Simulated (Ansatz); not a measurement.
# Ligand exchange: BH(CH3)F + Mg(CH3)(NH2) → BH(CH3)(NH2) + Mg(CH3)F

Gas-phase species: BH(CH3)F, singlet; Mg(CH3)(NH2), singlet; BH(CH3)(NH2), singlet; Mg(CH3)F, singlet. The partners trade F for NH2: B–F and Mg–NH2 bonds give way to B–NH2 and Mg–F.

Shapes, held fixed at every level: PBE0-D4/def2-TZVP. Programs: Ansatz 0.2.0. Electronic energies: no zero-point or thermal term.

Problem. Estimate ΔE of this reaction.

Solution. The highest level, CCSD(T)/def2-TZVPP, gives ΔE = -113.1 kJ/mol; the levels span -130.7 to -113.1. The column of differences is taken from that level and isn't an error. No measured value is set beside it here. Outer-core shells of Mg are correlated, in sets that cover them unevenly. Sets without diffuse functions underbind ionic bonds of s-block metals. CCSD(T)/def2-TZVPP lies outside the range of the other correlated levels here, so it shouldn't be taken on trust.

| level | kind | ΔE (kJ/mol) | less CCSD(T)/def2-TZVPP |
| --- | --- | --- | --- |
| SPW92/def2-TZVPP | LDA | -121.9 | -8.8 |
| BHLYP-D4/def2-TZVPP | global hybrid | -117.8 | -4.7 |
| r2SCAN0-D4/def2-TZVPP | global hybrid | -118.0 | -4.9 |
| B2PLYP/def2-TZVPP | double hybrid | -117.7 | -4.6 |
| MP2/def2-SVP | perturbation theory | -130.7 | -17.6 |
| MP2/def2-TZVPP | perturbation theory | -116.8 | -3.7 |
| CCSD(T)/def2-SVP | coupled cluster or CI | -128.3 | -15.2 |
| CCSD(T)/def2-TZVPP | coupled cluster or CI | -113.1 | 0.0 |

Every level makes the exchange strongly exothermic, so fluoride goes to magnesium and amide to boron whichever treatment is chosen. The preference probably has two sources. Nitrogen, less electronegative than fluorine, donates its lone pair more effectively into the empty p orbital of three-coordinate boron, giving the B–N bond partial double-bond character. Magnesium offers little comparable π bonding and binds its ligands mainly electrostatically, which favours the small, hard fluoride. The B–F bond given up is itself strong and has some π character, so the energy released is a net balance between the two centres, not a measure of either new bond alone.

Going from def2-SVP to def2-TZVPP makes the reaction less exothermic with both MP2 and CCSD(T), and by more than the whole spread among methods in the larger basis. This suggests that the smaller set describes the polar bonds of reactants and products unevenly. The direction of exchange is therefore much better supported than its exact energy. In condensed phases, bridging by fluoride or amide between magnesium centres could shift the balance.
